# Extremal cross-section, oscillation frequency and cyclotron mass

## 1. Premises and conventions

- One band $\varepsilon(\mathbf k)$ of independent quasiparticles, charge $-e$ with $e>0$. SI formulas. Static uniform field $\mathbf B=B\mathbf b$, $|\mathbf b|=1$, local axis $z\parallel\mathbf b$, $k_\parallel=\mathbf k\cdot\mathbf b$.
- Magnetic length $\ell=\sqrt{\hbar/eB}$, much larger than the lattice constant.
- **P1** (Peierls substitution): the effective Hamiltonian is $\varepsilon(\hat{\mathbf k})$ with $\hbar\hat{\mathbf k}=\hat{\mathbf p}+e\mathbf A(\hat{\mathbf r})$. Spin and orbital moments add energy shifts linear in $B$, treated in section 3.
- **P2**: orbits are closed, avoid saddle points and do not tunnel to other orbits.
- $A(E,k_\parallel)>0$ is the $k$-space area enclosed by one closed contour $\varepsilon=E$ in the plane of fixed $k_\parallel$. Orbits that cross the zone boundary are assembled in the repeated zone.
- Densities of states are per spin and per pocket unless a degeneracy $N_f$ is written.

## 2. Classical orbit and cyclotron mass

The classical limit of P1 gives
$$\hbar\dot{\mathbf k}=-e\,\mathbf v\times\mathbf B=eB\,\mathbf b\times\mathbf v_\perp,\qquad \mathbf v=\hbar^{-1}\nabla_{\mathbf k}\varepsilon.\tag{1}$$
Here $\mathbf v_\perp$ is the part of $\mathbf v$ normal to $\mathbf b$.

1. $\dot{\mathbf k}\cdot\mathbf b=0$ and $\dot\varepsilon=\hbar\mathbf v\cdot\dot{\mathbf k}=0$. So $k_\parallel$ and $E$ are conserved, and the orbit is the contour that bounds $A$.
2. The speed along the contour is $dl/dt=eB|\mathbf v_\perp|/\hbar$. The period is $T_c=(\hbar/eB)\oint dl/|\mathbf v_\perp|$.
3. Define $|m_c|=eB/\omega_c$ with $\omega_c=2\pi/T_c$. Then $|m_c|=(\hbar/2\pi)\oint dl/|\mathbf v_\perp|$.
4. Raise $E$ by $dE$ at fixed $k_\parallel$. Each contour element moves along the in-plane gradient by $dE/|\nabla_\perp\varepsilon|=dE/(\hbar|\mathbf v_\perp|)$. The swept area is $dE\oint dl/(\hbar|\mathbf v_\perp|)$. It adds to $A$ if $\mathbf v_\perp$ points outward (electron orbit) and is removed from $A$ if it points inward (hole orbit).

Steps 3 and 4 combine to
$$m_c=\frac{\hbar^2}{2\pi}\left.\frac{\partial A}{\partial E}\right|_{k_\parallel}=\pm\frac{\hbar}{2\pi}\oint\frac{dl}{|\mathbf v_\perp|}=\pm\frac{\hbar^2}{2\pi}\int d^2k_\perp\,\delta(E-\varepsilon).\tag{2}$$
The upper sign holds for electron orbits, which by (1) run counterclockwise seen from the tip of $\mathbf b$. The last form restates step 4: the delta function integrated across the contour gives $1/|\nabla_\perp\varepsilon|$. So $m_c$ is a singular zone integral, the two-dimensional density of states of one orbit in one slice. It needs first derivatives of $\varepsilon$ only and is in general unrelated to the band curvature.

## 3. Area quantisation

With $\hat{\mathbf p}=-i\hbar\nabla$,
$$[\hat k_x,\hat k_y]=-\frac{ie}{\hbar}(\partial_xA_y-\partial_yA_x)=-\frac{i}{\ell^2},\tag{3}$$
and $\hat k_\parallel$ commutes with both. Set $Q=\ell^2\hat k_y$, $P=\hbar\hat k_x$. Then $[Q,P]=i\hbar$, and at fixed $k_\parallel$ the problem has one degree of freedom. The phase-space area inside the orbit is $\hbar\ell^2A$. The WKB condition $|\oint P\,dQ|=2\pi\hbar(n+\gamma)$ gives Onsager's rule (1952),
$$A(E_n,k_\parallel)=\frac{2\pi}{\ell^2}(n+\gamma)=\frac{2\pi eB}{\hbar}(n+\gamma),\qquad n=0,1,2,\dots\tag{4}$$
Consistency with (2): $|dE/dn|=(2\pi/\ell^2)/|\partial A/\partial E|=\hbar eB/|m_c|=\hbar\omega_c$.

**The offset $\gamma$.** For a simple closed orbit the two turning points give $\tfrac12$. The Bloch function carried once round the orbit returns with a Berry phase $\phi_B$, so $\gamma=\tfrac12-\phi_B/2\pi$ modulo 1. The sign convention for $\phi_B$ is immaterial for the values $0$ and $\pi$ used here. A Zeeman shift $\pm\tfrac12g^*\mu_BB$ changes $A$ at given $E$ by $\mp(2\pi m_c/\hbar^2)\tfrac12g^*\mu_BB$. Divided by $2\pi eB/\hbar$, with $\mu_B=e\hbar/2m_e$, this moves $\gamma$ by $\pm g^*m_c/4m_e$, independent of $B$. An orbital moment acts in the same way. Terms linear in $B$ thus move the phase and leave the period in $1/B$ alone.

**Degeneracy.** The guiding centre $X=x-\ell^2\hat k_y$, $Y=y+\ell^2\hat k_x$ commutes with $\hat{\mathbf k}$, and $[X,Y]=i\ell^2+i\ell^2-i\ell^2=i\ell^2$. A conjugate pair with this commutator has one state per area $2\pi\ell^2$. Each level holds $1/(2\pi\ell^2)=eB/h$ states per unit area.

## 4. Oscillations select extremal sections

Per unit volume, $D(E)=(2\pi\ell^2)^{-1}\int(dk_\parallel/2\pi)\sum_n\delta(E-E_n)$. Let $\nu=\ell^2A/2\pi-\gamma$. Then $\delta(E-E_n)=|\partial\nu/\partial E|\,\delta(\nu-n)$ with $|\partial\nu/\partial E|=\ell^2|m_c|/\hbar^2$. For $0\le\gamma<1$, $\nu>-1$, so negative $n$ may be added freely, and the Fourier series of the comb is $\sum_n\delta(\nu-n)=1+2\sum_{p\ge1}\cos2\pi p\nu$. Hence
$$D(E)=\frac{1}{4\pi^2\hbar^2}\int dk_\parallel\,|m_c|\Big[1+2\sum_{p\ge1}\cos(p\ell^2A-2\pi p\gamma)\Big].\tag{5}$$
The first term is the zero-field density of states, by (2).

For $\ell^2A\gg1$ the phase varies fast with $k_\parallel$, and contributions cancel except near points where $\partial A/\partial k_\parallel=0$. There $A=A_0+\tfrac12A''\kappa^2$, with $\kappa$ the distance from the extremum, and $m_c$ is taken at $\kappa=0$. The Fresnel integral is
$$\int_{-\infty}^{\infty}d\kappa\,e^{ip\ell^2A''\kappa^2/2}=\sqrt{\frac{2\pi}{p\ell^2|A''|}}\;e^{i(\pi/4)\,\mathrm{sgn}A''}.$$
Write $\ell^2A_0=\hbar A_0/eB\equiv2\pi F/B$. Each extremum contributes
$$\tilde D=\frac{|m_c|}{2\pi^2\hbar^2}\sum_{p\ge1}\sqrt{\frac{2\pi}{p\ell^2|A''|}}\cos\!\Big[2\pi p\Big(\frac FB-\gamma\Big)+\frac\pi4\mathrm{sgn}A''\Big],\qquad F=\frac{\hbar A_0}{2\pi e}.\tag{6}$$
At $E=E_F$ the signal is periodic in $1/B$ with period $1/F$. The phase is $-\pi/4$ for a maximal section and $+\pi/4$ for a minimal one. End points of the $k_\parallel$ range, where the section shrinks to zero, carry $A=0$ and give no term periodic in $1/B$.

**Temperature.** The thermodynamic density of states $\partial n/\partial\mu$ is $D$ convolved with $-\partial f/\partial E$, where $f$ is the Fermi function. Near $\mu$ the phase of harmonic $p$ is linear in energy, with slope of magnitude $p\ell^2|\partial A_0/\partial E|=2\pi p/\hbar\omega_c$. At the extremum the total and partial energy derivatives of $A_0$ coincide, since $\partial A/\partial k_\parallel=0$. With $x=(E-\mu)/k_BT$ and $s=2\pi pk_BT/\hbar\omega_c$ one needs $\int dx\,e^{isx}/[4\cosh^2(x/2)]$. Close the contour above. Near $x_j=i\pi(2j+1)$ the denominator is $-(x-x_j)^2$ times an even function of $x-x_j$ that starts at 1, so the residue is $-is\,e^{-\pi s(2j+1)}$. The sum is $2\pi s\sum_{j\ge0}e^{-\pi s(2j+1)}=\pi s/\sinh\pi s$. This is the Lifshitz–Kosevich factor
$$R_T=\frac{X_p}{\sinh X_p},\qquad X_p=\frac{2\pi^2p\,k_BT}{\hbar\omega_c}.\tag{7}$$
$R_T=\tfrac12$ at $X_p=2.177$. The mass fixed by thermal damping is that of (2) on the extremal orbit.

**Scattering and spin.** A Lorentzian of half-width $\Gamma=\hbar/2\tau_q$ has Fourier transform $e^{-2\pi p\Gamma/\hbar\omega_c}$, so the Dingle factor is $R_D=e^{-\pi p/\omega_c\tau_q}$. The mean of the two spin-shifted cosines gives $R_S=\cos(\pi pg^*m_c/2m_e)$.

## 5. Ellipsoid

Let $\varepsilon=\tfrac12\hbar^2\,\mathbf k\cdot M^{-1}\mathbf k$, with $M$ the symmetric positive mass tensor and $\mathbf k$ counted from the minimum.

1. Put $\mathbf k=M^{1/2}\mathbf q$. The surface becomes the sphere $q^2=2E/\hbar^2$, and $d^3k=\sqrt{\det M}\,d^3q$.
2. The plane $\mathbf b\cdot\mathbf k=k_\parallel$ becomes $(M^{1/2}\mathbf b)\cdot\mathbf q=k_\parallel$. Its distance from the origin is $\rho=k_\parallel/\sqrt{m_b}$, with $m_b=|M^{1/2}\mathbf b|^2=\mathbf b\cdot M\mathbf b$.
3. Equate the volumes of a thin slab: $A\,dk_\parallel=\sqrt{\det M}\,\pi(2E/\hbar^2-\rho^2)\,d\rho$.

Therefore
$$A=\pi\sqrt{\frac{\det M}{m_b}}\Big(\frac{2E}{\hbar^2}-\frac{k_\parallel^2}{m_b}\Big),\qquad m_c=\sqrt{\frac{\det M}{\mathbf b\cdot M\mathbf b}}.\tag{8}$$
All sections share one $m_c$. The extremum is the central maximum, with $A''=-2\pi m_c/m_b$ and $F=m_cE_F/\hbar e$, so $F/B=E_F/\hbar\omega_c$. The smooth term of (5) is $2m_c\sqrt{2E_Fm_b}/(4\pi^2\hbar^3)$. The amplitude of harmonic $p$ in (6) relative to it is $\sqrt{B/2pF}$.

For a spheroid with masses $m_t,m_t,m_l$ and $\mathbf b$ at angle $\theta$ to the axis,
$$m_c=m_t\sqrt{\frac{m_l}{m_t\sin^2\theta+m_l\cos^2\theta}}.\tag{9}$$
With typical silicon valley masses $m_t=0.19\,m_e$, $m_l=0.92\,m_e$ and valley axes along $\langle100\rangle$, the model gives for $\mathbf B\parallel[001]$ the value $0.19\,m_e$ in two valleys and $\sqrt{m_tm_l}=0.42\,m_e$ in four. For $\mathbf B\parallel[111]$, $\cos^2\theta=\tfrac13$ and all six valleys have $0.28\,m_e$.

## 6. Two dimensions

A strictly two-dimensional band does not depend on the normal wave vector. The Fermi surface is a cylinder, every section is extremal, $A''=0$, and (6) is replaced by (5) without the $k_\parallel$ integral. Per unit area,
$$D=\frac{|m_c|}{2\pi\hbar^2}\Big[1+2\sum_{p\ge1}\cos2\pi p\Big(\frac FB-\gamma\Big)\Big].\tag{10}$$
There is no $\pi/4$ phase and no $\sqrt{B/F}$ reduction. For $N_f$ equivalent spin and valley pockets the carrier density is $n=N_fA/(2\pi)^2$, so
$$F=\frac{nh}{N_fe}.\tag{11}$$
$F$ counts carriers and is blind to the dispersion. A field tilted by $\theta$ from the normal cuts the cylinder in the area $A/|\cos\theta|$. Then $F$ and $m_c$ both grow as $1/|\cos\theta|$, which is the limit $m_l\to\infty$ of (9).

**Dirac cone.** Near a zone corner of graphene, $H=\hbar v(\sigma_x\hat k_x+\sigma_y\hat k_y)$ and $\varepsilon=\pm\hbar vk$. Then $A=\pi E^2/(\hbar v)^2$ and (2) gives
$$m_c=\frac{E}{v^2},\qquad |m_c|=\frac{\hbar k_F}{v}=\frac{\hbar\sqrt{\pi n}}{v}\quad(N_f=4).\tag{12}$$
The radial band curvature vanishes, yet $m_c$ is finite, and it is negative for holes. The quantum problem is solvable. From $\sigma_x\sigma_y=-\sigma_y\sigma_x=i\sigma_z$ and (3), $H^2=(\hbar v)^2(\hat k_x^2+\hat k_y^2+\sigma_z/\ell^2)$. The operator $\hat a=\ell(\hat k_x-i\hat k_y)/\sqrt2$ obeys $[\hat a,\hat a^\dagger]=1$, and $\hat k_x^2+\hat k_y^2=(2\hat a^\dagger\hat a+1)/\ell^2$. The eigenvalues of $H^2$ are $(\hbar v/\ell)^2(2j+1\pm1)$, $j=0,1,\dots$ Hence
$$E_{\pm N}=\pm\frac{\hbar v}{\ell}\sqrt{2N},\qquad A(E_N)=\frac{2\pi N}{\ell^2}.\tag{13}$$
Rule (4) is exact here with $\gamma=0$, that is $\phi_B=\pi$. Also $E_{N+1}-E_N=2(\hbar v/\ell)^2/(E_{N+1}+E_N)$, which is $\hbar\omega_c$ from (12) at the mean energy of the two levels.

A gate fixes $n$ rather than $\mu$. Each level holds $4eB/h$ states and the zero level is half full at neutrality. Level $N$ is half full when $n=4NeB/h$, that is at $B=F/N$. The period $1/F$ survives at fixed $n$ by counting alone.

**Departure from the cone.** Take nearest-neighbour hopping $t$, lattice constant $a$, bond length $d=a/\sqrt3$. Then $\varepsilon=t|f|$, $f=\sum_{j=0}^2e^{2\pi ij/3}e^{ix\cos(\vartheta-2\pi j/3)}$, with $x=qd$ and $(q,\vartheta)$ polar coordinates about the corner. The Bessel expansion of each exponential keeps orders $m\equiv1$ modulo 3: $f=3[iJ_1e^{i\vartheta}-J_2e^{-2i\vartheta}+\dots]$. With $J_1=x/2-x^3/16$, $J_2=x^2/8$ and $\sigma=\sin3\vartheta$,
$$|f|^2=\tfrac94x^2\big[1+\tfrac12x\sigma-\tfrac3{16}x^2+\dots\big],\qquad\hbar v=\tfrac32td.$$
Set $y=2E/3t$ and invert: $x^2=y^2[1-\tfrac12y\sigma+y^2(\tfrac38\sigma^2+\tfrac3{16})]$. The angular mean gives $A=(\pi y^2/d^2)(1+\tfrac38y^2)=\pi(E/\hbar v)^2(1+E^2/6t^2)$, and $m_c=(E/v^2)(1+E^2/3t^2)$. At fixed $A=\pi k_F^2$ one has $E=\hbar vk_F(1-E^2/12t^2)$, so
$$m_c=\frac{\hbar k_F}{v}\Big[1+\frac{E^2}{4t^2}\Big]=\frac{\hbar k_F}{v}\Big[1+\tfrac3{16}(k_Fa)^2\Big].\tag{14}$$
A second-neighbour hopping $t'$ adds $-t'(|f|^2-3)$, whose $q$-dependent part has magnitude $\tfrac34|t'|(qa)^2$. It changes the velocity by the fraction $\sqrt3\,|t'/t|\,k_Fa$, with opposite signs for electrons and holes. This is first order in $k_Fa$.

## 7. Evaluation on a mesh

Slice the tetrahedra of a three-dimensional mesh with the plane of fixed $k_\parallel$. The pieces are triangles and quadrilaterals on which the interpolated band is linear, and quadrilaterals split into triangles. For a triangle of area $S$ with corner energies $e_1\le e_2\le e_3$, the region below $E$ is, for $E<e_2$, a corner triangle with sides scaled by $(E-e_1)/(e_2-e_1)$ and $(E-e_1)/(e_3-e_1)$. For $E>e_2$ it is the complement of the like triangle at corner 3:
$$\frac{S_<}{S}=\frac{(E-e_1)^2}{(e_2-e_1)(e_3-e_1)}\ \ (e_1\le E\le e_2),\qquad 1-\frac{(e_3-E)^2}{(e_3-e_1)(e_3-e_2)}\ \ (e_2\le E\le e_3).\tag{15}$$
Sum $S_<$ (the complement for holes) over the triangles inside or cut by one connected contour to get $A$. The analytic $E$-derivative of (15) gives $m_c$ without smearing. Scan $k_\parallel$ for extrema.

**Interpolation error.** For a band with Hessian $\mathcal H$ constant over the triangle, barycentric coordinates $\lambda_i$ and edge vectors $\mathbf e_{ij}$, expansion of the quadratic form gives interpolant minus band $=\tfrac12\sum_{i<j}\lambda_i\lambda_j\,\mathbf e_{ij}\cdot\mathcal H\mathbf e_{ij}$. The mean of $\lambda_i\lambda_j$ over the triangle is $\tfrac1{12}$. For equilateral triangles of edge $\eta$, $\sum\mathbf e\cdot\mathcal H\mathbf e=\tfrac32\eta^2\,\mathrm{tr}\mathcal H$. The mean upward shift is $\eta^2\,\mathrm{tr}\mathcal H/16$. If the contour samples the triangles evenly, step 4 of section 2 gives for an electron orbit
$$\delta A\simeq-\frac{\eta^2}{16}\oint dl\,\frac{\nabla_\perp^2\varepsilon}{|\nabla_\perp\varepsilon|}.\tag{16}$$
For the cone $\nabla^2\varepsilon/|\nabla\varepsilon|=1/k$, so $\delta A=-\pi\eta^2/8$ and $\delta A/A=-\eta^2/8k^2$ at given $E$. This smooth part is independent of $E$ and drops out of $m_c$. A remainder that fluctuates as the contour moves through the mesh stays, and (16) does not bound it. In the coarse limit $k<\eta$, with the cone tip on a mesh point, the contour is the regular hexagon of circumradius $k=E/\hbar v$. Then $A$ and $m_c$ at given $E$ both carry the factor $3\sqrt3/2\pi=0.827$.

**Saddle point.** Near $\varepsilon=E_s+\tfrac12\hbar^2(k_1^2/m_1-k_2^2/m_2)$ put $k_1=\sqrt{m_1}\,r\cosh u/\hbar$, $k_2=\sqrt{m_2}\,r\sinh u/\hbar$ for $E>E_s$. The measure is $\sqrt{m_1m_2}\,r\,dr\,du/\hbar^2$ and the radial delta integral is 1. A cutoff on $|k_2|$ limits $u$ to a range $\ln(\Lambda/|E-E_s|)$, with $\Lambda$ an energy set by the cutoff. Each passage adds $(\sqrt{m_1m_2}/2\pi)\ln(\Lambda/|E-E_s|)$ to $|m_c|$. Formula (15) is piecewise linear in $dA/dE$ and resolves the logarithm only down to the energy spread of one triangle.

## 8. Range of validity

- $F/B\gg1$ for (4) and (6) in general. Corrections to (4) start at order $B^2$ in $A$. They vanish for the parabolic band and for the cone.
- The Fresnel width $\sqrt{2\pi/(\ell^2|A''|)}$ must be small against the scale on which $A''$ and $m_c$ change. Weakly warped cylinders violate this.
- No saddle point within about $\hbar\omega_c$ of $E_F$, no open orbits, no magnetic breakdown across small gaps.
- (7) needs a phase linear in $E$ over $k_BT$. For the cone the relative corrections to $F$ are of order $(\pi k_BT/E_F)^2$.
- Fixed $\mu$ is assumed in (6), (7), (10). In two dimensions at fixed $n$, integrating (10) gives a density swing that $\mu$ must cancel, of amplitude $\delta\mu\approx\hbar\omega_cR/\pi$ with $R=R_TR_DR_S$ at $p=1$. This modulates the phase by $2R$ radians and alters the higher harmonics, though not $F$.
- With interactions, $\varepsilon$ is the quasiparticle band. Luttinger's theorem keeps (11), while $m_c$ and $g^*$ are renormalised.

## 9. Illustration: gated graphene at $n=10^{12}\ \mathrm{cm^{-2}}$

Inputs: $n=0.01\ \mathrm{nm^{-2}}$, $N_f=4$, $a\approx0.246$ nm, $g^*=2$, and $v=1.0\times10^6$ m/s, chosen as typical for graphene on a gate oxide at this density. So $\hbar v=0.658$ eV nm. Take $B=2$ T normal to the sheet and $T=4.2$ K, for which $\ell=18.14$ nm and $a/\ell=0.014$.

Geometry: $k_F=\sqrt{\pi n}=0.1772\ \mathrm{nm^{-1}}$, $A=\pi^2n=0.0987\ \mathrm{nm^{-2}}$, $F=10.34$ T, period $0.0967\ \mathrm{T^{-1}}$, $F/B=5.17$. Levels $N=5$ and $6$ are half full at $2.068$ T and $1.723$ T.

Beside it stands the lowest subband of a Si(001) inversion layer at the same $n$. Two valleys and two spins give $N_f=4$, hence the same $F$, with $m_c=m_t$ and $\gamma=\tfrac12$. $T_{1/2}$ is the temperature at which $R_T=\tfrac12$ for $p=1$.

| model values at 2 T | graphene | Si(001) layer |
|---|---|---|
| $m_c/m_e$ | 0.0205 | 0.19 (input) |
| $E_F$ above cone tip or subband edge (meV) | 117 | 6.3 |
| $\hbar\omega_c$ (meV) | 11.3 | 1.2 |
| $X_1$ at 4.2 K | 0.633 | 5.9 |
| $R_T$ at 4.2 K | 0.936 | 0.033 |
| $T_{1/2}$ (K) | 14.4 | 1.6 |

From (13), $E_5=114.7$ meV and $E_6=125.7$ meV. Their spacing, $11.0$ meV, lies below $\hbar\omega_c(E_F)$ because their mean energy lies above $E_F$.

Neglected terms in graphene. $k_Fa=0.0436$, so (14) changes $m_c$ by $3.6\times10^{-4}$. An approximate $|t'/t|=0.1$ changes it by $0.8$ %, the larger effect. $R_S=0.998$ and $(\pi k_BT/E_F)^2=9.5\times10^{-5}$. An assumed $\tau_q=0.1$ ps gives $\omega_c\tau_q=1.71$, $R_D=0.16$, $R=0.15$ and a phase modulation of $0.30$ rad at fixed $n$, so harmonic ratios from the fixed-$\mu$ formulas are unreliable. The input $v$ dominates the uncertainty: $m_c\propto1/v$, and a value typical of semilocal density-functional bands, $0.85\times10^6$ m/s, gives $0.0241\,m_e$ with $F$ unchanged.

Mesh. The reciprocal vector has length $4\pi/\sqrt3a=29.49\ \mathrm{nm^{-1}}$. A $60\times60$ mesh contains the corner point and has $\eta=0.49\ \mathrm{nm^{-1}}=2.8\,k_F$. This is the hexagon limit, with $A$ and $m_c$ low by $17$ % at given $E$. By (16), 1 % in $A$ needs $\eta=\sqrt{0.08}\,k_F=0.050\ \mathrm{nm^{-1}}$, or about $5.9\times10^2$ divisions per direction. Such pockets call for a local dense mesh on an interpolated Hamiltonian.

All these numbers are the model's. $F$ rests on $n$ and $N_f$ only, and the graphene mass on the chosen $v$. Two amplitudes are less safe, as typical knowledge: $\tau_q$ on an oxide substrate is often two to three times shorter than assumed, which lowers $R_D$ strongly, and in the silicon layer the bare ratio of Zeeman to cyclotron energy, $g^*m_c/2m_e=0.19$, is typically raised by about a half through exchange, so spin splitting matters more there than the bare inputs suggest.